**Why Al₃Ru₂ is harder to squeeze than to stretch**

Squeezing Al₃Ru₂ by 4.5 % along every axis costs about 36 % more energy than stretching it by the same percentage. The cause is a stiffness that rises as the atoms approach each other and falls as they part. Two other explanations come to mind: the geometry of volume, and a soft long axis. The first predicts the opposite asymmetry, and the second accounts for only a modest difference between directions.

Al3Ru2 (I4/mmm, 10-atom cell, a = 3.073, c = 14.252 Å), with all cell edges scaled equally and the atoms relaxed in each strained cell. Ansatz 0.2.0, PBEsol, plane-wave PAW, scalar-relativistic, no spin polarisation; cutoff 420 eV, k mesh 12×12×4, Gaussian smearing of 0.1 eV. Stress is positive in compression; yy equals xx, and shear stresses are zero.

| strain (%) | energy change (meV/atom) | volume change (%) | stress xx (GPa) | stress zz (GPa) |
| --- | --- | --- | --- | --- |
| -4.5 | 170.6 | -12.90 | 36.14 | 34.63 |
| -3.0 | 71.8 | -8.73 | 21.63 | 20.64 |
| -1.5 | 17.0 | -4.43 | 9.68 | 9.29 |
| 0 | 0.0 | 0.00 | -0.07 | 0.28 |
| 1.5 | 15.5 | 4.57 | -8.08 | -7.00 |
| 3.0 | 58.7 | 9.27 | -14.52 | -12.62 |
| 4.5 | 125.5 | 14.12 | -19.66 | -16.72 |

Stress is counted positive when the crystal pushes outward, so negative values mean tension. The directions x and y lie in the square plane of the cell, and z runs along the long axis c. The mean pressure is the average of the three normal stresses, with the in-plane value counted twice. It measures how the energy responds when the whole cell is scaled.

**First explanation: geometry**

The tempting argument starts from a true observation. Equal percentages of length are not equal amounts of volume: a stretch of 4.5 % adds 14.1 % to the volume, while a squeeze of 4.5 % removes only 12.9 %. Perhaps, then, the crystal has one fixed bulk modulus, and the lopsided energy merely reflects lopsided volumes.

The direction of the effect rules this out. With a fixed bulk modulus, the crystal resists with nearly the same pressure on both sides, but the stretch sweeps through more volume. Energy is pressure times volume swept, so stretching would be the dearer side. The energy of squeezing divided by that of stretching would be 0.91 at 4.5 %, whereas the calculation gives 1.36. Geometry is therefore real but works against the observed trend, and something stronger has to overcome it.

**Second explanation: a soft long axis**

The cell is more than four times as long as it is wide, which suggests a stack of layers that come apart easily. In the limiting case where only the c direction softened and the plane kept its stiffness, the in-plane stress would be nearly the same size for squeezing and stretching. In fact it is 1.84 times as large on squeezing, against 2.07 times for the stress along c. Both directions lose stiffness on stretching, c somewhat more than the plane.

This test is not perfectly clean. The in-plane stress also feels the change in c, because all edges are scaled together. The comparison thus weakens the soft-axis explanation without separating the bonds within the plane from those along c. What remains of it is a correction: at a stretch of 4.5 % the tension is 19.7 GPa in the plane and 16.7 GPa along c.

The same difference shows that equal scaling is not quite what a fluid pressure would do. At the strongest squeeze the plane pushes back harder than the c axis, so a crystal free to change shape would shorten slightly more along c. The unstrained cell already carries a small stress difference of 0.35 GPa. That is too small to reverse the order of the two directions at the ends of the series, but it blurs their comparison at 1.5 %.

**Third explanation: stiffness that depends on distance**

The table supports this one directly. Between the two most squeezed points the resistance to a relative change of volume is about 307 GPa; between the two most stretched points it is about 111 GPa. It falls at every step in between. The crystal is a spring that hardens when pressed and weakens when pulled.

These runs show the hardening but not its origin, for which standard bonding theory gives the usual account. When atoms are pushed together, their electron clouds overlap and the electrons are confined to less space. The Pauli principle then forces up their kinetic energy, and this repulsion grows steeply as the distance shrinks. The attraction that holds the metal together varies more gently. Squeezing therefore moves the crystal into a region where the steep part dominates.

The opposite limit is just as instructive. Atoms pulled far apart no longer hold each other, so the tension must eventually fade to zero. Before it fades it must pass through a maximum, and there the stiffness against further stretching vanishes. A fixed bulk modulus has no such maximum: its tension would keep growing with distance. The softening on the stretched side is the early part of the approach to that limit. The total energy does not reveal how much of the change comes from weaker repulsion and how much from fading attraction.

**A simple model**

Let $e$ be the strain as a fraction, negative for squeezing, $V_0$ the unstrained volume per atom and $B$ the bulk modulus at rest. Let $B'$ be the rate at which the bulk modulus rises with pressure. Adding up pressure times volume change, and keeping the first term beyond the parabola, gives

$$E \approx \tfrac{9}{2}\,B V_0\, e^2\,\bigl[\,1-(B'-1)\,e\,\bigr].$$

The bracket holds the whole contest. The $-1$ is the geometry, which favours squeezing; $B'$ is the hardening, which favours stretching. The two would balance at $B'=1$. For vanishing strain the bracket tends to one, and both directions cost the same. This is why the asymmetry is only about 10 % at a strain of 1.5 %.

The two constants come from the Vinet equation, a standard pressure law for solids whose stiffness changes smoothly with distance. With $x=1+e$ it reads

$$P = 3B\,\frac{1-x}{x^2}\,\exp\!\left[\tfrac{3}{2}(B'-1)(1-x)\right].$$

It was fitted to the mean pressures of the five rows from −3 % to 3 %, and gives $B$ = 190.9 GPa and $B'$ = 4.4. Hardening thus outweighs geometry by more than four to one.

**One estimate in full**

The rows at 4.5 % took no part in the fit, so they make a fair test. With $V_0$ = 13.46 Å³ and 1 eV/Å³ = 160.2 GPa, the energy scale is

$$B V_0 = \frac{190.9\times 13.46}{160.2} = 16.0\ \text{eV per atom}.$$

The parabola alone gives $4.5\times 16.0\times 0.045^2 = 0.146$ eV, or 146 meV per atom, in both directions. The correction in the bracket is $3.4\times 0.045 = 0.15$. Squeezing then costs $146\times 1.15 = 168$ meV per atom and stretching $146\times 0.85 = 124$ meV per atom. The table has 170.6 and 125.5, so the short formula falls below both by no more than 2 % of the computed energy.

The full Vinet equation does better still. It meets the pressures at 4.5 % to about 0.3 % of their size, and its integrated energies agree with all rows to about 0.2 meV per atom. A fixed bulk modulus fitted to the same five rows predicts 27 GPa at the strongest squeeze, where the calculation gives 36 GPa. The printed output after this text sets the two laws side by side.

The match between energies and pressures also answers a practical doubt. Strained runs warn that their electronic convergence was loose for stresses, yet the mean pressures reproduce the energies closely. This match does not identify the microscopic cause, because both quantities come from the same calculation and any smooth hardening of this size would pass. The absolute stiffness deserves more caution than the asymmetry: the PBEsol functional was used with atomic datasets made for PBE, which can shift volumes and pressures.

**What this means for a real load**

For ordinary engineering pressures, a fixed bulk modulus is good enough. At 1 GPa each edge shrinks by roughly $1/(3\times 191)$, or 0.2 %, and the energies of squeezing and stretching by that amount differ by only about 1 %. Hardening already counts near 10 GPa, where each edge has shrunk by about 1.5 % and squeezing costs about 10 % more energy than an equal stretch.

The stretched side needs a different reading. These energies belong to a perfect crystal that keeps its symmetry while it is pulled equally in all directions. A real piece would crack at flaws long before it carried such tension, and a perfect crystal might find a cheaper distortion that the imposed symmetry forbids. The stretched rows describe how the bonds weaken, not how strong a component would be.

For a related metallic compound, the quantity to look up is $B'$. Any value above 1 makes squeezing the dearer direction at small strains. With a value near the 4.4 found here, the excess is roughly 7 % for each per cent of strain.

The analysis program printed:

```
fit of p on 5 rows (abs(strain_series) < 4): coefficient of -log(v) 195.2 +/- 18; rms 2.24, worst -3.0 -3.46, leave-one-out rms 3.68
  rows outside the fit (model, value, miss): -4.5 26.96, 35.64, -8.67; 4.5 -25.78, -18.68, -7.1
fit of p on 5 rows (abs(strain_series) < 4): coefficient of 3*u/r**2*exp(s*u) 190.9 +/- 0.19, s 5.125; rms 0.0216, worst 0.0 -0.0467, leave-one-out rms 0.0308
  rows outside the fit (model, value, miss): -4.5 35.59, 35.64, -0.0504; 4.5 -18.74, -18.68, -0.0587
Pressures in GPa and energies in meV/atom:
   row  mean_pressure  P_constant_B  P_Vinet  stiffness_from_row_above  E_constant_B  E_Vinet  xx_minus_zz
  -4.5          35.64         26.96    35.59                       n/a         142.8    170.7         1.51
  -3.0           21.3         17.84    21.29                     306.6         64.43    72.01         0.99
  -1.5           9.55         8.851    9.561                     255.2         16.36    17.09         0.39
   0.0        0.04667             0        0                     209.6             0        0        -0.35
   1.5          -7.72        -8.719   -7.721                     173.9         16.85    15.43        -1.08
   3.0         -13.89        -17.31   -13.89                     140.1         68.42    58.66         -1.9
   4.5         -18.68        -25.78   -18.74                     110.5         156.2    125.5        -2.94
Energy cost, compression over expansion, at 1.5 %: 1.097
Energy cost, compression over expansion, at 4.5 %: 1.359
The same ratio at 4.5 % if the bulk modulus were constant: 0.9139
In-plane stress, compression over expansion, at 4.5 %: 1.838
Stress along c, compression over expansion, at 4.5 %: 2.071
Mean pressure, compression over expansion, at 4.5 %: 1.908
Stiffness of the most squeezed step in GPa: 306.6
Stiffness of the most stretched step in GPa: 110.5
Ratio of these two stiffnesses: 2.775
Pressure derivative of the bulk modulus from the Vinet fit: 4.417
Largest energy miss of the Vinet form in meV/atom: 0.2086
Largest energy miss of the constant bulk modulus in meV/atom: 30.71
```
